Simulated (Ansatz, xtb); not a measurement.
# C4H4BNO2: which of two isomers lies lower

We compare I, `Bc1nc(C=O)co1`, a singlet, with II, `Bc1cnc(C=O)o1`, a singlet. Both are isolated molecules in the gas phase, relaxed with B3LYP-D3(BJ)/def2-SVP; each stands in its lowest conformer found.

Energies in hartree; the thermal terms are from GFN2-xTB frequencies at re-optimised GFN2-xTB minima (ideal gas, soft modes damped towards free rotors, one conformer each, 298.15 K, 1 atm) and include the zero-point energy:

|  | I | II |
| --- | --- | --- |
| E, CCSD(T)/def2-SVP | −383.509286 | −383.511204 |
| E, MP2/def2-SVP | −383.429369 | −383.431696 |
| E, MP2/def2-TZVPP | −384.130598 | −384.133304 |
| zero-point energy | 0.075695 | 0.075916 |
| H(298 K) − E | 0.084045 | 0.084239 |
| G(298 K) − E | 0.043967 | 0.044140 |

Question: Correct the CCSD(T) difference for the basis set by the MP2 change, then work out ΔE, ΔE₀, ΔH and ΔG for I → II in kcal/mol (1 Eh = 627.51 kcal/mol) and the equilibrium ratio [II]/[I].

Answer: 1. Differences II − I: CCSD(T) −0.001918, MP2 in the small set −0.002327, MP2 in the large set −0.002706 Eh.
2. ΔE = −0.001918 + (−0.002706 − (−0.002327)) = −0.002297 Eh = −1.44 kcal/mol.
3. ΔE₀ = ΔE + ΔZPE = −0.002297 + (+0.000221) Eh = −1.30 kcal/mol.
4. ΔH = ΔE + (+0.000194) Eh = −1.32 kcal/mol.
5. ΔG = ΔE + (+0.000173) Eh = −1.33 kcal/mol, so ΔS = (ΔH − ΔG)/T = +0.2 J/(mol K).
6. kT = 0.9442 mEh, so K = [II]/[I] = exp(−ΔG/kT) = exp(+2.25) ≈ 9.5.

Structure II is favoured at this temperature. An error of 1 kcal/mol in ΔG would change K by a factor of 5.4. Mirror images and further conformers aren't counted.

As drawn, both hold the same kinds of bond in the same numbers.

Other levels gave ΔE = +0.4 (GFN2-xTB); −0.1 (HF/STO-3G, GFN2-xTB geometries); −1.1 (r2SCAN-D4/def2-SVP, GFN2-xTB geometries); −0.9 (B3LYP-D3(BJ)/def2-SVP); −1.2 (HF/def2-SVP); −1.5 (MP2/def2-SVP); −1.2 (CCSD(T)/def2-SVP) kcal/mol. The correlated steps freeze 8 core orbitals. Programs: Ansatz 0.2.0, xtb 6.7.1.

The preference for II, the 5-boryl-2-formyl oxazole, is modest and almost wholly electronic, since the zero-point and thermal terms nearly cancel between two isomers that differ only in where the substituents sit. Both groups are π acceptors, so the issue is which of them takes the electron-poor C2, flanked by N and O. In II the formyl group sits there, leaving the boryl group on C5, where its empty p orbital can draw on the C4=C5 π bond; in I the boryl group is on C2. Better π donation into boron is therefore the probable source of the preference, though formyl conjugation and dipole interactions also contribute and the energies don't separate them. Hartree–Fock in the def2-SVP basis already gives −1.2 kcal/mol, the same as CCSD(T) in that basis, so differential correlation is not needed to explain the ordering. GFN2-xTB alone reverses the sign, probably because its approximate electrostatics can't resolve so fine a balance. The ordering needn't carry over to condensed phases, where intermolecular N→B coordination could outweigh so small a gap.
